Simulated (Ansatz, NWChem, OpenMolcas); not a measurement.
Computed against measured: atomisation enthalpy at 298 K

6 molecules holding an element past argon; the atomisation enthalpy at 298 K in kJ/mol, computed less measured. Shapes, held fixed at every level: PBE0-D4/def2-TZVP. Thermal terms are harmonic and unscaled (PBE0-D4/def2-TZVP); the spin-orbit lowering of the free atoms is taken from their spectra. Programs: Ansatz 0.2.0, NWChem 7.3.0, OpenMolcas 26.06. A level may come from different programs for different species; with the same settings they agree closely. Measured values: Active Thermochemical Tables, CRC Handbook of Chemistry and Physics.

Levels: A = HF/3-21G; B = HF/def2-TZVPP; C = PBE0-D4/def2-TZVPP; D = MP2/def2-TZVPP.

```tsv
molecule	from tabulated heats	A	B	C	D
ICl (iodine monochloride)	211	-249	-164	-9	-16
CH2Br2 (dibromomethane)	1373	-524	-454	+10	-3
CH2BrF (bromofluoromethane)	1556	-608	-496	+5	-1
GeH4 (germane)	1153	-320	-280	-10	-25
C2H5Br (bromoethane)	2699	-785	-709	+13	-36
C2H5I (iodoethane)	2638	-779	-712	+9	-36
```

Task: Which level does best on this set, which worst, and which err to one side?

Result: 
| level | kind | mean error | mean absolute error | worst case |
| --- | --- | --- | --- | --- |
| HF/3-21G | Hartree–Fock | -544.2 | 544.2 | C2H5Br |
| HF/def2-TZVPP | Hartree–Fock | -469.2 | 469.2 | C2H5I |
| PBE0-D4/def2-TZVPP | global hybrid | +3.0 | 9.3 | C2H5Br |
| MP2/def2-TZVPP | perturbation theory | -19.5 | 19.5 | C2H5Br |

On this set PBE0-D4/def2-TZVPP has the smallest mean absolute error and HF/3-21G the largest. HF/3-21G is too low in 6 of 6; HF/def2-TZVPP is too low in 6 of 6; PBE0-D4/def2-TZVPP is too high in 4 of 6; MP2/def2-TZVPP is too low in 6 of 6. The molecules' own spin-orbit binding is left out, so errors for heavy halides read too negative. For HF/3-21G and HF/def2-TZVPP the error grows with the size of the molecule. Where a negative error exceeds the measured value, the molecule comes out unbound. Hartree–Fock lacks correlation and underbinds. Rows in very small basis sets show the basis more than the method. Correlated wave functions converge slowly with the basis. For atoms past krypton def2 sets carry core potentials with scalar relativity. All-electron rows are non-relativistic unless named. Relativity is left out for Br, Ge. Outer-core shells of Br, Ge, I are correlated, in sets that cover them unevenly. The set is small.

Pairing electrons in new bonds adds correlation energy that the separated atoms lack, and Hartree–Fock misses this gain. Going from 3-21G to def2-TZVPP reduces the error in every row but leaves most of it, so the basis is not the main fault. It does decide the qualitative picture for ICl, which is unbound in the small basis and bound in the larger one. Bond count alone does not set the deficit: GeH4 and CH2Br2 each have four bonds, yet the errors with the larger basis are -280 and -454 kJ/mol, probably because halogen lone pairs add correlation with neighbouring bonds. Exchanging Br for I in the ethyl halides hardly matters, as the shared hydrocarbon part dominates.

PBE0-D4's mean error of +3.0 kJ/mol owes much to cancellation between the carbon compounds, all overbound, and ICl and GeH4, both underbound. Its lead over MP2 is not uniform either: MP2 is closer for both dihalomethanes, where this suggests compensating errors rather than converged correlation.
